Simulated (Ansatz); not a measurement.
# How methods differ on NH2 (SMILES [NH2])

NH2, doublet, SMILES `[NH2]`. Each level relaxes the structure for itself.

Each level gives the highest harmonic wavenumber at each level's own minimum (cm⁻¹). The values are calculated.

```tsv
level	kind	program	value (cm⁻¹)	less CCSD(T)/def2-TZVP
UPBE-D3(BJ)/def2-TZVP	GGA	Ansatz	3342	-89
U-r2SCAN/def2-TZVP	meta-GGA	Ansatz	3441	+10
UB3LYP-D4/def2-TZVP	global hybrid	Ansatz	3428	-3
UPBE0-D4/def2-TZVP	global hybrid	Ansatz	3480	+49
U-wB97X-V/def2-TZVP	range-separated hybrid	Ansatz	3483	+52
UCCSD(T)/def2-TZVP	coupled cluster or CI	Ansatz	3431	0
```

Differences are taken from UCCSD(T)/def2-TZVP for orientation; it has basis-set and higher-order errors of its own. Harmonic and unscaled. The values span 3342 to 3483 cm⁻¹.

The highest mode of bent NH2 is the antisymmetric N–H stretch, and every level places it in the range expected for a strong N–H σ bond carrying a light atom. The unpaired electron occupies an essentially nonbonding nitrogen p orbital perpendicular to the molecular plane, so the radical character does little to weaken these bonds.

PBE is the clear outlier, 89 cm⁻¹ below the coupled-cluster value, while PBE0 lies 49 cm⁻¹ above it. Exact exchange probably accounts for most of this shift by shortening and stiffening the N–H bond. Its presence alone does not order the set, however: r2SCAN, which has none, lies slightly above B3LYP and close to coupled cluster. The near coincidence of B3LYP with the reference, a difference of only 3 cm⁻¹, may therefore reflect compensating errors and doesn't establish a generally better potential surface. Agreement for this stretch also leaves open how well each functional describes the bend, which depends on the angular rather than the radial force constant.
